**Notebook page: the 4f orbital at the end of the singly charged lanthanides**

The question for this page is whether the 4f level and size of Tm⁺, Yb⁺ and Lu⁺ can be worked out from the eleven ions Ce⁺ to Er⁺, all from non-relativistic Hartree-Fock. In the table ε(4f) is the orbital energy, ⟨r⟩(4f) the mean distance of a 4f electron from the nucleus, and ⟨r²⟩(4f) the mean square of that distance.

Singly charged lanthanide ions from Ce⁺ to Lu⁺, computed with B-spline radial code 1 in non-relativistic Hartree-Fock at the basis-set limit. Each ion is treated as spherical, with a point nucleus and an average over the configuration shown; [Xe] stands for the filled xenon core.

```
species   Z  electrons     configuration  ε(4f) (eV)  <r>(4f) (bohr)  <r²>(4f) (bohr²)
    Ce+  58         57      [Xe] 4f1 5d2    -21.8566         0.98909            1.2377
    Pr+  59         58      [Xe] 4f3 6s1    -18.3899          1.0172            1.3400
    Nd+  60         59      [Xe] 4f4 6s1    -19.4970         0.97266            1.2235
    Pm+  61         60      [Xe] 4f5 6s1    -20.4780         0.93430            1.1283
    Sm+  62         61      [Xe] 4f6 6s1    -21.3566         0.90056            1.0482
    Eu+  63         62      [Xe] 4f7 6s1    -22.1490         0.87041           0.97944
    Gd+  64         63  [Xe] 4f7 5d1 6s1    -30.9760         0.79951           0.80738
    Tb+  65         64      [Xe] 4f9 6s1    -23.5204         0.81827           0.86680
    Dy+  66         65     [Xe] 4f10 6s1    -24.1153         0.79540           0.81980
    Ho+  67         66     [Xe] 4f11 6s1    -24.6578         0.77424           0.77761
    Er+  68         67     [Xe] 4f12 6s1    -25.1525         0.75455           0.73947
    Tm+  69         68     [Xe] 4f13 6s1           ?               ?                 ?
    Yb+  70         69     [Xe] 4f14 6s1           ?               ?                 ?
    Lu+  71         70     [Xe] 4f14 6s2           ?               ?                 ?
```

**Sorting the known rows**

Nine rows, Pr⁺ to Eu⁺ and Tb⁺ to Er⁺, share the pattern 4fⁿ6s¹. Along them the level sinks by 6.76 eV and ⟨r⟩ shrinks by 25.8 % of its value in Pr⁺. The energy step per unit of Z shrinks throughout, from 1.107 eV at the start to 0.495 eV at the end, with the gap across Gd⁺ counted as two equal steps. Ce⁺ and Gd⁺ each hold one 4f electron fewer than the pattern would give them, and both are deeper and more compact than the pattern continued to their Z. They are different states and need separate treatment. Of the withheld ions, Tm⁺ and Yb⁺ belong to the pattern and Lu⁺ does not.

**Force sets the size, potential sets the energy**

A spherical shell of charge exerts no force on an electron inside it, yet it raises the potential there by a constant. The size of an orbital follows from the balance of forces and responds mainly to charge inside it. The orbital energy counts all the repulsion, from inner and outer electrons alike. The 4f orbital lies well inside 5s, 5p and 6s: in Nd⁺ the same calculation puts its maximum at 0.65 bohr, beside that of 4d at 0.62 bohr, while the mean radii of 5p and 6s are 1.78 and 4.45 bohr.

A hydrogen-like orbital with $n=4$, $l=3$ in a charge $Z^*$ has, in atomic units,

$$\langle r\rangle=\frac{3n^2-l(l+1)}{2Z^*}=\frac{18}{Z^*},\qquad \varepsilon=-\frac{Z^{*2}}{2n^2}=-\frac{Z^{*2}}{32},\qquad \frac{\langle r^2\rangle}{\langle r\rangle^2}=\frac{360}{324}=1.111 .$$

Read from the radius, the charge $Z_r$ runs from 17.7 in Pr⁺ to 23.9 in Er⁺. Read from the energy, $Z_e$ runs only from 4.65 to 5.44. For Nd⁺, $Z_r=18.5$ would give $-18.5^2/32=-10.7$ hartree, and the computed level is $-0.72$ hartree. The shell argument accounts for the direction of this gap: the eight 5s and 5p electrons have ⟨1/r⟩ of 0.7 to 0.8 per bohr, so together they lift the level by several hartree while hardly pulling on the orbital, and the outer parts of 4s, 4p, 4d and the other 4f electrons act in the same sense. That is an order of magnitude only, and the charge itself depends on the measure of size: for Nd⁺ the hydrogenic formulas give 21.4 from ⟨1/r⟩ and 24.5 from the radius of the maximum.

$Z_r$ is nearly linear in Z. A least-squares line of $Z_r$ against Z through the nine rows has a slope of 0.68 and misplaces ⟨r⟩ by at most 0.9 % of its value. The slope is not the share of the proton that is felt. From Eu⁺ to Gd⁺, where the proton comes with no new 4f electron, $Z_r$ rises by 1.83, more than one unit, as expected of an orbital that moves inside more of the core charge as it shrinks. Along the pattern only a little over a third of that rise remains. The new 4f electron overlaps the old ones and cancels most of the effect of the proton, but not all of it. The same incomplete screening drives the lanthanide contraction. The line is still too crude for a forecast, since the slope falls at every step, from 0.81 to 0.61, and the error is far beyond the fifth digit of the table.

The energy has no such simple law. With all orbitals frozen, a new proton lowers the level by ⟨1/r⟩ and a new 4f electron raises it by the average pair energy, $F^0-\tfrac{4}{195}F^2-\tfrac{2}{143}F^4-\tfrac{100}{5577}F^6$, where the $F^k$ are the Slater repulsion integrals of the 4f shell. With the values of the same runs, Nd⁺ gives $-36.5+25.6=-10.9$ eV against a computed step of $-0.98$ eV, and Dy⁺ gives $-44.5+31.3=-13.2$ eV against $-0.54$ eV. The frozen picture overshoots by about 11 and 24 times in these two rows. What it leaves out is the relaxation of the orbitals. The contraction of the other electrons raises the potential at 4f and is argued, not shown, to make up most of the difference. The contraction itself is seen in the runs: from Nd⁺ to Dy⁺ the mean radius of 5p falls from 1.78 to 1.61 bohr and that of 4d from 0.71 to 0.61 bohr, and $F^0$(4f,4f) grows from 24.9 eV in Pr⁺ to 33.6 eV in Er⁺. A plausible reason for the shrinking steps is that each 4f electron has ever more partners whose contraction it feels, and the integrals point the same way: the number of partners times the growth of $F^0$ over one step is 4.3 eV at Nd⁺ and 8.8 eV at Dy⁺, about half of it due to the partners, while the amount to be made up grows from 9.9 to 12.7 eV. The share of each shell has not been separated. The step is a small remainder of large terms, and so the extrapolation has to be empirical.

**The curve and its bar**

Three quantities, ε, 1/⟨r⟩ and the shape ratio ⟨r²⟩/⟨r⟩², were each fitted by least squares to a quartic in Z over the nine 4fⁿ6s¹ rows. The coefficients have no physical meaning. The energies are reproduced within 0.0014 eV, which says little about extrapolation. The bar is the larger of two measures: the gap between quartic and cubic, and the miss when Ho⁺ and Er⁺ are predicted from the seven earlier rows (0.006 and 0.025 eV).

A kink at the filled shell could spoil the curve at Yb⁺. The half-filled shell offers a comparison: Eu⁺, left out of the fit, is recovered to 0.0002 eV. This smoothness is built into the calculation, because an average over the configuration gives every 4f pair the same exchange and contains no preference for parallel spins. It tells nothing of the real high-spin Eu⁺, but it does mean that 4f¹⁴ should not be special here either. The freedom to rotate closed shells of the same $l$ into each other cannot move 4f, since the ion has no second f shell.

**What a change of configuration costs**

Gd⁺ is the pattern with one 4f electron moved to 5d, and it lies 8.11 eV below the curve. A 5d electron is mostly outside 4f and repels it less: $F^0$(4f,5d) is 13.1 eV against $F^0$(4f,4f) of 31.5 eV in that run, two values less well checked than the table. The frozen change, exchange neglected, is $-18.4$ eV with these values, which belong to the already contracted Gd⁺, and $-16.9$ eV with the $F^0$(4f,4f) of the pattern, 30.0 eV as the mean of Eu⁺ and Tb⁺. A little under half of it survives relaxation. Ce⁺ carries the same move and a second one, 6s to 5d, which brings charge inward and raises the level. Its offset is $-4.72$ eV, measured from a curve extended one step back.

Lu⁺, 4f¹⁴6s², stands against a fictitious 4f¹⁵6s¹ on the curve with one 4f electron moved out to 6s. That is f→d followed by d→s. Treating the moves as additive and independent of Z is an assumption that rests on two rows.

The estimate for Lu⁺, which took no part in any fit, runs as follows. The curve at Z = 71 gives $-26.30$ eV. Counting from the table, d→s is worth $-8.11-(-4.72)=-3.39$ eV, so estimate A for the offset is $-8.11-3.39=-11.50$ eV. The frozen value of d→s is $F^0$(4f,6s) $-\,F^0$(4f,5d) $=7.45-13.1=-5.65$ eV, with 7.45 the mean of Eu⁺ and Tb⁺, so estimate B is $-13.76$ eV. The mean offset is $-12.63$ eV and the prediction $-38.93$ eV. The bar adds half the spread, a tenth of the Gd⁺ offset as a judged allowance for drift with Z, and the bar of the curve: $1.13+0.81+0.24=2.18$ eV.

For the size, 5d and 6s both lie largely outside 4f, so d→s should matter little. The offsets in 1/⟨r⟩ are +0.0762 (Ce⁺) and +0.0648 (Gd⁺) per bohr. Estimate A is $2(0.0648)-0.0762=0.0534$ and B is the Gd⁺ offset alone. The curve value 1.4203 plus their mean 0.0591 gives 1.4794 per bohr, or 0.676 bohr. The shape ratio, 1.29 to 1.30 on the pattern and far from the hydrogenic 1.11, drops by about 0.03 in both irregular ions and was treated the same way. A shorter tail on a deeper level is a guess at the cause of the drop.

**Predictions**

Each qualitative forecast is given with the fitted values and their bars.

- Tm⁺ lies on the curve, with ε = −25.59 ± 0.04 eV, ⟨r⟩ = 0.7363 ± 0.0006 bohr and ⟨r²⟩ = 0.705 ± 0.002 bohr².
- Yb⁺ shows no kink at shell closure, with ε = −25.98 ± 0.11 eV, ⟨r⟩ = 0.7195 ± 0.0018 bohr and ⟨r²⟩ = 0.675 ± 0.004 bohr². The steps keep shrinking and the shape ratio stays near 1.30 for both ions.
- Lu⁺ makes a jump larger than that from Eu⁺ to Gd⁺, with ε = −38.9 ± 2.2 eV, ⟨r⟩ = 0.676 ± 0.009 bohr, ⟨r²⟩ = 0.583 ± 0.019 bohr² and a shape ratio of 1.277 ± 0.008.

The withheld rows as computed:

```
species   Z  electrons  configuration  ε(4f) (eV)  <r>(4f) (bohr)  <r²>(4f) (bohr²)
    Tm+  69         68  [Xe] 4f13 6s1    -25.6033         0.73617           0.70478
    Yb+  70         69  [Xe] 4f14 6s1    -26.0135         0.71893           0.67308
    Lu+  71         70  [Xe] 4f14 6s2    -38.8109         0.67290           0.57571
```

**Hits and misses**

All computed values fall inside the bars. Tm⁺ and Yb⁺ lie deeper than predicted by 0.010 and 0.036 eV and are smaller by 0.0002 and 0.0006 bohr, about a third of the bar in each case; their ⟨r²⟩ is lower by 0.0005 and 0.0016 bohr². Their shape ratios are 1.3005 and 1.3022. The energy steps, 0.451 and 0.410 eV, go on shrinking with no kink at 4f¹⁴. The misses are far above the last digit of the table, share one sign and grow with distance, which marks them as a fault of the polynomial: it flattens too early. In hindsight each late step is close to 0.91 of the one before (0.495/0.543, 0.451/0.495, 0.410/0.451), and that rule would have served better.

Lu⁺ comes out at $-38.81$ eV, 0.12 eV above the prediction. With a bar of 2.2 eV such closeness is luck. What the row does show is that the offset, $-12.5$ eV, lies between the two estimates, A being too small by 1.0 eV and B too large by 1.2 eV. The difference from the Gd⁺ offset, $-12.5+8.1=-4.4$ eV, mixes the d→s move, any growth of f→d with Z and the error of the curve, and one row cannot separate them.

The forecast of a larger jump held for the energy, $-12.80$ eV from Yb⁺ to Lu⁺ against $-8.83$ eV from Eu⁺ to Gd⁺. It did not hold for the size, where the steps are $-0.046$ and $-0.071$ bohr; the predicted ⟨r⟩ of Yb⁺ and Lu⁺ already implied a smaller step, so the forecast was worded too widely. The two steps have the same structure, a proton plus an electron outside 4f. By the shell argument, placing that electron in 6s instead of 5d lowers the potential at 4f by several eV and changes the force on it little, which makes the energy jump grow while the jump in $Z_r$ need not (1.71 against 1.83), and a smaller orbital shifts by less for the same gain in $Z_r$. The proton term adds to the growth, since ⟨1/r⟩ of 4f rises along the series, by an amount worth 4.9 eV with frozen orbitals from Tb⁺ to Tm⁺ alone. These rows do not separate the two causes.

The size of Lu⁺ was missed by $-0.003$ bohr, ⟨r²⟩ by $-0.008$ bohr² and the shape ratio by $-0.005$, the last being two thirds of its bar and the worst of the set. Here the bracket seems to fail: the offset in 1/⟨r⟩ is +0.0658, beyond both A and B, and the shape offset of $-0.0347$ is likewise outside $-0.0282$ and $-0.0305$. The excess over B in 1/⟨r⟩ is 0.001 per bohr, the same size as the curve's own error at Yb⁺ ($0.0006/0.72^2$), and that error grows with distance. If the curve errs in the same sense and by a little more at Z = 71, the offset falls between A and B and close to B, and the overshoot belongs to the curve. That is an extrapolation of the misses at Tm⁺ and Yb⁺, which no row can check because 4f¹⁵6s¹ does not exist. On the offsets as computed, the Gd⁺ offset alone came nearer than additive counting. The shape offset exceeds B by several times the miss at Yb⁺ and stays outside.

**Where these numbers stop**

For a neighbouring case, such as another charge state, the argument gives the direction: taking away an outer electron should deepen ε(4f) by several eV and tighten ⟨r⟩ only slightly, while taking away a 4f electron should do both strongly. The agreement is with this calculation and not with the real ions. Relativity contracts the s and p shells, which then screen 4f better, so the levels here are too deep and too compact, increasingly so towards Lu⁺. Correlation and term structure are absent. Nor is $-\varepsilon$(4f) the ionisation energy of the ion: in the nine known 4fⁿ6s¹ rows the 6s electron leaves first, at 9.45 to 10.34 eV in the same runs when taken as the difference in total energy between the ion and the next one (1.2 to 1.6 eV below the semi-empirical values, which hold for the lowest levels and not for averages), and removal of a 4f electron would be followed by a large relaxation of the kind that cut the frozen estimates above.
